**Spin-orbit splitting of 4p in Rb and Rb⁺ with a scaled speed of light**

The table holds 4p1/2 and 4p3/2 eigenvalues, mean radii and their gap from spherical, spin-unpolarised Dirac Kohn-Sham atoms (ld1.x, PW91, point nucleus), with the speed of light multiplied by a factor f. The program fits the gap of the rows with f < 2 to A/f², to a scaled hydrogenic Dirac 4p splitting, to A/f² + B/f⁴ and to a free power law. Pure 1/f² misses the Rb gaps by up to 2.8% and the hydrogenic shape by 0.22%, while the power law fails for Rb⁺ at f = 100. Ionisation lowers 4p by 5.6 to 5.8 eV but widens the gap by only about 1%, and the relativistic change of that lowering is close to the change of e²/⟨r⟩ of the 5s shell, although the absolute value is 9% low. For the 2p, 3p and 4p gaps of Rb⁺ at f = 1.25 a heuristic Zi²Zo² form implies an inner charge of 32 to 35.

Quantum ESPRESSO ld1.x 7.5; all-electron Dirac Kohn-Sham calculations of Rb and Rb⁺ with the PW91 functional, spherical densities, no spin polarisation and a point nucleus. The speed of light is multiplied by the factor shown; a factor of 1 is the physical value.

## Numerical check

```python
# Table: 4p1/2 and 4p3/2 eigenvalues (eV), mean radii (bohr) and their gap for Rb and Rb+; ld1.x Dirac Kohn-Sham,
# PW91, spherical, unpolarised, point nucleus, speed of light scaled by f.
# Tested: 1/f^2 scaling with hydrogenic Dirac correction, 2:1 split, 5s screening, where the splitting arises.
T = {
    'ion': ['Rb', 'Rb', 'Rb', 'Rb', 'Rb+', 'Rb+', 'Rb+'],
    'Z': [37, 37, 37, 37, 37, 37, 37],
    'charge': [0, 0, 0, 0, 1, 1, 1],  # e
    'N': [37, 37, 37, 37, 36, 36, 36],
    'configuration': ['[Kr] 5s1', '[Kr] 5s1', '[Kr] 5s1', '[Kr] 5s1', '[Ar] 3d10 4s2 4p6', '[Ar] 3d10 4s2 4p6', '[Ar] 3d10 4s2 4p6'],
    'light_speed_factor': [0.75, 1.0, 1.25, 100.0, 0.75, 1.25, 100.0],
    'dirac_eigenvalue_4p12': [-17.059, -16.617, -16.425, -16.102, -22.829, -22.089, -21.711],  # eV
    'dirac_eigenvalue_4p32': [-15.432, -15.733, -15.868, -16.102, -21.185, -21.527, -21.711],  # eV
    'dirac_mean_radius_4p12': [1.6731, 1.6993, 1.7111, 1.7316, 1.6631, 1.7006, 1.7208],  # bohr
    'dirac_mean_radius_4p32': [1.7442, 1.7383, 1.7358, 1.7316, 1.7312, 1.7243, 1.7208],  # bohr
    'gap': [1.6274, 0.8837, 0.5567, 0.0001, 1.6433, 0.5619, 0.0001],  # eV
}
import numpy as np
from scipy.constants import alpha, physical_constants as pc
from scipy.optimize import brentq
Eh = pc['Hartree energy in eV'][0]
ion = np.array(T['ion']); col = lambda k: np.array(T[k], float)
f, g, Z = col('light_speed_factor'), col('gap'), float(T['Z'][0])
e1, e3 = col('dirac_eigenvalue_4p12'), col('dirac_eigenvalue_4p32')
r1, r3 = col('dirac_mean_radius_4p12'), col('dirac_mean_radius_4p32')
em, rm = (e1 + 2*e3)/3, (r1 + 2*r3)/3
ix = lambda s, x: int(np.where((ion == s) & (abs(f - x) < 1e-9))[0][0])
def lev(z, n, k, x):
    a = z*alpha/x
    return np.expm1(-0.5*np.log1p((a/(n - k + np.sqrt(k*k - a*a)))**2))*(x/alpha)**2*Eh
hyd = lambda z, n, x: lev(z, n, 2, x) - lev(z, n, 1, x)
print("Shifts from the f=100 row (rounding up to 0.001 eV, 0.0001 bohr); mean = (1:2) weighted")
print("ion f | gap*f^2 eV | d(1/2) d(3/2) d(mean) d(mean)*f^2 eV | dr(1/2) dr(3/2) dr(mean) bohr")
rel = np.where(f < 2)[0]
for i in rel:
    j = ix(ion[i], 100)
    print(f"{ion[i]:3s} {f[i]:.2f} | {g[i]*f[i]**2:.4f} | {e1[i]-e1[j]:+.3f} {e3[i]-e3[j]:+.3f} {em[i]-em[j]:+.3f} "
          f"{(em[i]-em[j])*f[i]**2:+.3f} | {r1[i]-r1[j]:+.4f} {r3[i]-r3[j]:+.4f} {rm[i]-rm[j]:+.4f}")
    assert e1[i] < e1[j] and e3[i] > e3[j] and r1[i] < r1[j] and r3[i] > r3[j]
print(f"largest |gap - (e3/2 - e1/2)| from rounded columns: {abs(g-(e3-e1)).max():.4f} eV")
print("Gap models, fitted to f<2 rows (f=100 gap has one digit); errors in % by rising f")
fit = {}
for s in ('Rb', 'Rb+'):
    m = np.array([i for i in rel if ion[i] == s]); x, y = f[m], g[m]
    err = lambda p: " ".join(f"{v:+.2f}" for v in 100*(p/y - 1))
    A1 = np.exp(np.mean(np.log(y*x**2))); A2 = np.exp(np.mean(np.log(y/hyd(Z, 4, x))))
    B, A = np.polyfit(x**-2, y*x**2, 1); p, c = np.polyfit(np.log(x), np.log(y), 1)
    fit[s] = (A, B, A2, p, np.exp(c)); assert -2.3 < p < -2.0
    print(f"{s}: rounding of gap % " + " ".join(f"{v:.3f}" for v in 0.005/y))
    print(f"{s}: A/f^2, A={A1:.4f} eV: {err(A1/x**2)}")
    print(f"{s}: scale x hydrogenic Dirac 4p, scale={A2:.4f}: {err(A2*hyd(Z, 4, x))}")
    print(f"{s}: A/f^2+B/f^4, A={A:.4f} B={B:.4f} eV, B/A={B/A:.4f}: {err(A/x**2+B/x**4)} ({len(m)} rows)")
    print(f"{s}: power law, exponent {p:.3f}: {err(np.exp(c)*x**p)} ({len(m)} rows)")
print(f"(Z alpha)^2={(Z*alpha)**2:.4f}; x5/8 (hydrogenic n=4) {5/8*(Z*alpha)**2:.4f}; x7/16 (large n) {7/16*(Z*alpha)**2:.4f}")
A, B, A2, p, C = fit['Rb+']
g100 = 21.71093 - 21.71084  # Rb+ f=100, extra digits from the same run
print(f"Rb+ f=100 gap: run {g100*1e5:.0f}(+-1)e-5 eV; two-term {A*10:.1f}e-5; power law {C*100**p*1e5:.1f}e-5")
a, b = ix('Rb', .75), ix('Rb', 1.25); B0, A0 = np.polyfit(f[[a, b]]**-2, (g*f**2)[[a, b]], 1)
print(f"Rb f=1 from 0.75 and 1.25 only: {A0+B0:.4f} eV, table {g[ix('Rb', 1)]:.4f} eV")
print(f"Rb+ f=1 estimate: two-term {A+B:.4f} eV, hydrogenic shape {A2*hyd(Z, 4, 1.0):.4f} eV")
print("Ionisation: lowering L of mean 4p, against e^2/<r> of Rb 5s")
r5 = {0.75: 5.18587, 1.25: 5.289878, 100: 5.34447}  # 5s mean radius (bohr), same runs
L = {x: em[ix('Rb', x)] - em[ix('Rb+', x)] for x in r5}
print(f"f=100: L={L[100]:.3f} eV, e^2/<r>={Eh/r5[100]:.3f} eV ({100*(Eh/r5[100]/L[100]-1):+.0f}%)")
for x in (0.75, 1.25):
    i, j = ix('Rb', x), ix('Rb+', x); d = L[x] - L[100]
    print(f"f={x}: L={L[x]:.3f}, change {d:+.3f} (x f^2 {d*x*x:.3f}), change of e^2/<r> {Eh/r5[x]-Eh/r5[100]:+.3f} eV")
    print(f"f={x}: gap widens {100*(g[j]/g[i]-1):.2f}%, mean r {100*(rm[j]/rm[i]-1):+.2f}%, r^-3 gives {100*((rm[i]/rm[j])**3-1):.2f}%")
    assert d > 0 and 1 < g[j]/g[i] < 1.02
print("Rb+ f=1.25: gap eV | bare Z | Zo=n^2<1/r>, Zo^4 model | Zeff | Z^2 Zo^2 model | implied Zi=Zeff^2/Zo")
# eigenvalues (eV) at f=1.25 and non-relativistic <1/r> (1/bohr), same runs
shell = {2: (1805.857, 1767.543, 8.116779), 3: (233.686, 227.943, 2.620781), 4: (22.08855, 21.52665, 0.7683811)}
for n, (u, v, w) in shell.items():
    s, Zo = u - v, n*n*w
    Ze = brentq(lambda z: hyd(z, n, 1.25) - s, 1, 60)
    print(f"{n}p: {s:.3f} | {hyd(Z, n, 1.25):.2f} | {Zo:.1f}, {hyd(Zo, n, 1.25):.3f} | {Ze:.1f} | "
          f"{hyd(np.sqrt(Z*Zo), n, 1.25):.3f} | {Ze**2/Zo:.1f}")
u, v, w = shell[4]
print(f"Rb+ f=1.25 mean 4p shift with extra digits: {21.71087-(u+2*v)/3:+.4f} eV")  # non-relativistic 4p, same runs
```

Printed output:

```
Shifts from the f=100 row (rounding up to 0.001 eV, 0.0001 bohr); mean = (1:2) weighted
ion f | gap*f^2 eV | d(1/2) d(3/2) d(mean) d(mean)*f^2 eV | dr(1/2) dr(3/2) dr(mean) bohr
Rb  0.75 | 0.9154 | -0.957 +0.670 +0.128 +0.072 | -0.0585 +0.0126 -0.0111
Rb  1.00 | 0.8837 | -0.515 +0.369 +0.074 +0.074 | -0.0323 +0.0067 -0.0063
Rb  1.25 | 0.8698 | -0.323 +0.234 +0.048 +0.076 | -0.0205 +0.0042 -0.0040
Rb+ 0.75 | 0.9244 | -1.118 +0.526 -0.022 -0.012 | -0.0577 +0.0104 -0.0123
Rb+ 1.25 | 0.8780 | -0.378 +0.184 -0.003 -0.005 | -0.0202 +0.0035 -0.0044
largest |gap - (e3/2 - e1/2)| from rounded columns: 0.0007 eV
Gap models, fitted to f<2 rows (f=100 gap has one digit); errors in % by rising f
Rb: rounding of gap % 0.003 0.006 0.009
Rb: A/f^2, A=0.8894 eV: -2.84 +0.65 +2.25
Rb: scale x hydrogenic Dirac 4p, scale=0.0795: +0.22 -0.05 -0.17
Rb: A/f^2+B/f^4, A=0.8439 B=0.0402 eV, B/A=0.0476: -0.01 +0.04 -0.03 (3 rows)
Rb: power law, exponent -2.101: -0.19 +0.43 -0.24 (3 rows)
Rb+: rounding of gap % 0.003 0.009
Rb+: A/f^2, A=0.9009 eV: -2.54 +2.61
Rb+: scale x hydrogenic Dirac 4p, scale=0.0802: +0.18 -0.18
Rb+: A/f^2+B/f^4, A=0.8519 B=0.0408 eV, B/A=0.0479: +0.00 +0.00 (2 rows)
Rb+: power law, exponent -2.101: -0.00 +0.00 (2 rows)
(Z alpha)^2=0.0729; x5/8 (hydrogenic n=4) 0.0456; x7/16 (large n) 0.0319
Rb+ f=100 gap: run 9(+-1)e-5 eV; two-term 8.5e-5; power law 5.6e-5
Rb f=1 from 0.75 and 1.25 only: 0.8843 eV, table 0.8837 eV
Rb+ f=1 estimate: two-term 0.8926 eV, hydrogenic shape 0.8915 eV
Ionisation: lowering L of mean 4p, against e^2/<r> of Rb 5s
f=100: L=5.609 eV, e^2/<r>=5.092 eV (-9%)
f=0.75: L=5.759, change +0.150 (x f^2 0.084), change of e^2/<r> +0.156 eV
f=0.75: gap widens 0.98%, mean r -0.70%, r^-3 gives 2.12%
f=1.25: L=5.661, change +0.052 (x f^2 0.081), change of e^2/<r> +0.053 eV
f=1.25: gap widens 0.93%, mean r -0.65%, r^-3 gives 1.96%
Rb+ f=1.25: gap eV | bare Z | Zo=n^2<1/r>, Zo^4 model | Zeff | Z^2 Zo^2 model | implied Zi=Zeff^2/Zo
2p: 38.314 | 55.95 | 32.5, 32.943 | 33.7 | 42.922 | 35.0
3p: 5.743 | 16.59 | 23.6, 2.691 | 28.5 | 6.668 | 34.4
4p: 0.562 | 6.99 | 12.3, 0.083 | 19.8 | 0.757 | 31.9
Rb+ f=1.25 mean 4p shift with extra digits: -0.0031 eV
```
